## Why stretching closes the gap of GaSb and squeezing opens it less and less

Why does the band gap of gallium antimonide grow more and more slowly as the crystal is squeezed, yet vanish when the crystal is stretched by only one per cent in length? The bonds change smoothly in both directions, so the gap might be expected to do the same. The answer is that a gap is a distance between two levels, and the two levels that bound it need not stay the same ones.

Ansatz 0.2.0, DFT with the r2SCAN functional and spin–orbit coupling, for zinc-blende GaSb strained equally in all directions from its r2SCAN cell. The runs use PAW potentials, a 500 eV plane-wave cutoff, an 8×8×8 k mesh and Fermi–Dirac smearing of 0.02 eV. Gaps are the least found over the mesh, the named k points and the paths between them.

| volume (Å³/atom) | shortest distance (Å) | band gap (eV) | least direct gap (eV) |
| --- | --- | --- | --- |
| 25.496 | 2.549 | 0.698 | 1.155 |
| 26.302 | 2.575 | 0.679 | 0.906 |
| 27.123 | 2.602 | 0.605 | 0.664 |
| 27.962 | 2.629 | 0.429 | 0.429 |
| 28.818 | 2.655 | 0.200 | 0.200 |
| 29.691 | 2.682 | 0.000 | 0.000 |
| 30.582 | 2.708 | 0.000 | 0.000 |
| 31.490 | 2.735 | 0.000 | 0.000 |
| 32.416 | 2.761 | 0.000 | 0.000 |

The volume is given per atom, and the shortest distance is the Ga–Sb bond length. The band gap runs from the highest filled level to the lowest empty level, wherever in the band structure these lie. The least direct gap compares filled and empty levels at the same wave vector, that is, with the same phase pattern of the orbitals from cell to cell. It marks where light can be absorbed strongly without help from lattice vibrations.

### The direct gap follows the bond

The highest filled level lies at the zone centre, Γ, where every cell has the same phase. There it is built from p orbitals that bond between neighbouring atoms. The lowest empty level at Γ is built from s orbitals that meet out of phase, so it is antibonding. In the free atoms the gallium s level lies below the antimony p level. The crystal has a gap at Γ only because bonding pushes the antibonding s level up and the bonding p level down, far enough to reverse the atomic order.

This picture gives the direction of the trend. Longer bonds mean weaker overlap, so the s level comes down towards the p level and the direct gap shrinks. The table shows just this: from the most compressed cell to the equilibrium cell at 28.818 Å³/atom, the direct gap falls from 1.155 to 0.200 eV. The steps are nearly equal, as they should be if the same two levels set the gap throughout.

### Under compression other valleys take over

The band gap shares this behaviour only near equilibrium. Between the equilibrium cell and the most compressed one the direct gap rises by 0.955 eV, but the band gap by only 0.498 eV. The positions of the lowest empty level in these runs explain the difference. It lies at Γ in the equilibrium cell and the next smaller one, at L in the two cells after that, and on the line from Γ to X in the smallest. L and X are points on the zone boundary, where the phase changes between neighbouring cells.

Each of these places has its own conduction valley, and each valley moves at its own rate. At L, an s orbital meets three of its four neighbours out of phase but the fourth in phase, so the net coupling between s orbitals is half of that at Γ. Because the gallium and antimony s levels differ in energy, the upward push should fall by somewhat more than half. Some p character mixes in as well, and the response to bond length is weaker. The two rows with the minimum at L show how much weaker: between them the direct gap changes 3.3 times as fast as the gap to L. Squeezing therefore lifts the Γ valley past the L valley, and from then on the slower valley sets the band gap.

The irregular steps now have a plain meaning. Between 27.962 and 27.123 Å³/atom the band gap rises by 0.176 eV, less than the direct gap does, because the minimum moves from Γ to L on the way. The last compression adds a mere 0.019 eV because a third valley, the one towards X, has become the lowest. That valley is known to respond only weakly to pressure, and in the opposite sense. The gap still gains a little over this step because the L valley, the lowest at its start, first goes on rising. The runs show that the valley towards X does sink. In the smallest cell its lowest level lies 0.698 eV above the valence top, at the mesh point three quarters of the way from Γ to X. At 26.302 Å³/atom the tiny filling left by the smearing puts the same level about 0.06 eV higher. The gap should therefore peak between the two cells and shrink on further squeezing. The bottom of this valley may lie between mesh points, so the last gap is best read as an upper bound. This smallest cell is at a pressure of 8.7 GPa, above the roughly 7 GPa (a rough recalled value) at which real GaSb changes its structure, so it describes a crystal held in its low-pressure form.

Silicon shows what happens when the valley near X is the lowest from the start. Its band gap shrinks slightly under pressure, although its bonds get shorter too. To guess how a gap will respond to pressure, one must first know which valley bounds it. In tetrahedral semiconductors such as GaSb and silicon, a gap at Γ between an s-like and a p-like level opens quickly, a gap to L more slowly, and a gap to the valley near X hardly moves or closes a little.

### Under tension the levels change order

Stretching meets no such change of valley, because the Γ valley is already the lowest and keeps sinking. Its course can be estimated from a single slope. For small changes of volume V the direct gap E follows

E(V) ≈ E(V₀) + a ln(V/V₀),

where V₀ is the equilibrium volume and a is the deformation potential, the change of the gap per unit of ln V.

The last two rows with an open gap give a = −7.59 eV. The next cell, at 29.691 Å³/atom, played no part in this slope, and for it ln(V/V₀) is 0.0298. The product of the two, rounded only at the end, lowers the gap by 0.227 eV, more than the 0.200 eV that was left. The s level should therefore lie about 0.03 eV below the p level: the atomic order has returned.

The table prints zero for this cell, and the electron count explains why. Spin–orbit coupling leaves four p-like states together at the top of the valence band, and the s level holds two more. These six states share four electrons. As long as the s level is on top, the electrons fill the p-like states and a gap remains. Once it is below, it takes two electrons, and the other two must half fill the fourfold p level.

A half-filled level has no gap between its filled and empty parts, and the cubic symmetry of the crystal keeps its four states together. The cell at 31.490 Å³/atom shows this directly, with four states at Γ that are each half filled. The four zeros thus do not describe a gap that has stopped changing. The s and p levels should go on moving apart in reversed order, while the printed gap stays within the p level. A stretch along one axis only would lower the symmetry and could split that level.

In all four stretched cells the printed gap is smaller than the smearing of 0.02 eV, the artificial softening of the step between filled and empty levels, and a gap that small would normally be open to doubt. The softening does not cause these zeros, which come from states of equal energy. In the cell at 29.691 Å³/atom it even helps to locate the hidden s level. The Fermi level there lies 8 meV above the p level, which fills each p-like state to 0.60. Sharing out the four electrons then leaves 0.81 for each s-like state, and a fuller state lies deeper.

This places the s level 0.021 eV below the p level, against the 0.027 eV estimated from the slope. The simple slope thus gets the reversed order right and overshoots by a few meV. It does so because the response weakens slowly as the bonds lengthen, whereas the estimate holds it constant. The fillings also reproduce the entropy term of that run, which supports the assignment of the six states. The output printed below gives these steps in full.

### What carries over to real GaSb

The volume at which the gap closes should not be carried over to the real crystal. For the equilibrium cell the r2SCAN functional gives 0.200 eV, while the measured gap is roughly 0.8 eV (a rough recalled value). Spin–orbit coupling is included, so its neglect is not to blame; semilocal functionals tend to place empty levels too close to filled ones. A smaller part of the shortfall comes from the cell itself: its edge is about half a per cent longer than the measured one (recalled), which by the slope above costs about 0.1 eV. A gap that starts too small closes too early when the crystal is stretched. The valleys change places at other volumes too: in real GaSb the L valley lies only about 0.1 eV above the Γ valley (recalled), closer than here, so it should take over at a lower pressure.

The response to pressure is more useful than the gap itself. Over the first 1.7 GPa the calculated direct gap rises by 0.13 eV per GPa on average; taken across the equilibrium cell, with the s level located above, the rate is 0.14 eV per GPa. Both are close to the measured rate of roughly 0.14 eV per GPa (again recalled). For a crystal under uniform pressure this means taking the starting gap from experiment and the shift from the calculation. The shift holds for the band gap only while the Γ valley remains the lowest; beyond that point, light absorption and the supply of thermal carriers follow different gaps.

Printed output of the fit:

```
Steps from the row above and distance of direct from least gap:
     row  pressure GPa  band gap step eV  direct gap step eV  direct minus band gap eV  Fermi level above valence top meV
  25.496         8.702               n/a                 n/a                     0.457                              337.4
  26.302         6.044            -0.019              -0.249                     0.227                                332
  27.123         3.735            -0.074              -0.242                     0.059                              295.2
  27.962         1.735            -0.176              -0.235                         0                                221
  28.818       0.00995            -0.229              -0.229                         0                              107.1
  29.691        -1.411              -0.2                -0.2                         0                              7.887
  30.582        -2.667                 0                   0                         0                              0.002
   31.49        -3.746                 0                   0                         0                              0.002
  32.416        -4.657                 0                   0                         0                              0.002
Volume decrease from the zero-pressure row to the first row [%]: 11.53
Rise of the direct gap over this compression [eV]: 0.955
Rise of the band gap over this compression [eV]: 0.498
Direct gap change per unit of ln volume, first step [eV]: -8
Direct gap change per unit of ln volume, last step before closing [eV]: -7.594
Gap to the L valley, change per unit of ln volume, 26.302 to 27.123 [eV]: -2.408
Direct gap step over L gap step, same pair of rows [ratio]: 3.27
Direct gap rise per pressure near equilibrium [meV/GPa]: 132.8
Signed s-p separation at 29.691, last slope continued [eV]: -0.02665
Filling of each p-like state at 29.691 [electrons]: 0.5973
Filling of each s-like state at 29.691 [electrons]: 0.8053
Signed s-p separation at 29.691, read back from the Fermi level [eV]: -0.02051
Entropy term from these fillings [meV]: 0.1438
Entropy term printed by the run at 29.691 [meV]: 0.1439
```
